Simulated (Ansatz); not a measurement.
## BNH2F (SMILES N[B]F): methods side by side

The species is BNH2F (5 atoms), meant as a doublet with charge 0. As SMILES, `N[B]F`. Geometry: relaxed at PBE0-D4/def2-TZVP. This is one conformer, not always the lowest.

```xyz
5

N    -0.3152    0.2846   -0.2983
B     0.2568   -0.9047    0.1193
F     1.1865   -0.9571    1.0606
H    -1.0196    0.3220   -1.0120
H    -0.0585    1.1817    0.0889
```

Each level gives the energy change with the N1–H4 bond stretched from 1.003 to 2.007 Å (eV). The values are calculated.

| level | kind | program | value (eV) | less FCI/STO-3G | CPU time (all runs) |
| --- | --- | --- | --- | --- | --- |
| UBLYP/STO-3G | GGA | Ansatz | 4.28 | -0.32 | 3.4 s |
| UB3LYP/STO-3G | global hybrid | Ansatz | 4.91 | +0.31 | 2.8 s |
| U-wB97M-V/STO-3G | range-separated hybrid | Ansatz | 5.28 | +0.68 | 38 s |
| UB2PLYP/STO-3G | double hybrid | Ansatz | 5.26 | +0.66 | 5.4 s |
| UMP2/STO-3G | perturbation theory | Ansatz | 5.33 | +0.73 | 0.47 s |
| UCCSDT(Q)/STO-3G | coupled cluster or CI | Ansatz | 4.58 | -0.02 | 3.7 s |
| UCCSDTQ/STO-3G | coupled cluster or CI | Ansatz | 4.60 | 0.00 | 3.1 min |
| FCI/STO-3G | exact in the basis | Ansatz | 4.60 | 0.00 | 2.9 min |

FCI/STO-3G is exact within its basis and frozen core, so for wave-function methods in that basis the difference is their error; functionals converge differently with the basis, so for them it is only a difference. The first shape isn't each level's own minimum. The values span 4.28 to 5.33 eV. Spin contamination of the reference (⟨S²⟩ at least 0.1 too high) touches UB3LYP/STO-3G, U-wB97M-V/STO-3G, UB2PLYP/STO-3G, UMP2/STO-3G, UCCSDT(Q)/STO-3G, UCCSDTQ/STO-3G. All rows use very small basis sets, so even the best lies far from the true value. Times are those of the runs behind each value, whatever else they computed, on shared processors of several kinds: orders of magnitude only.

Stretching the N–H bond brings its σ and σ* orbitals closer in energy, so a single configuration describes the stretched structure less well than the initial one. UMP2 lies 0.73 eV above FCI, probably because low-order perturbation theory on a symmetry-broken reference recovers too little of the extra correlation at the stretched end. Coupled cluster with high excitations largely repairs this: UCCSDT(Q) is within 0.02 eV of FCI, and full quadruples match it to the printed precision.

Among the functionals, UBLYP gives the smallest stretching energy and all those containing exact exchange give larger ones. This suggests that semilocal exchange favours the delocalised, stretched bond, though the functionals also differ in their correlation parts.

Losing hydrogen from this boron-centred radical can leave closed-shell FBNH, in which the unpaired electron on boron helps form an additional B–N bond. That should weaken the N–H bond relative to an ordinary amine, but a single stretched point gives neither the dissociation limit nor the barrier to hydrogen loss.
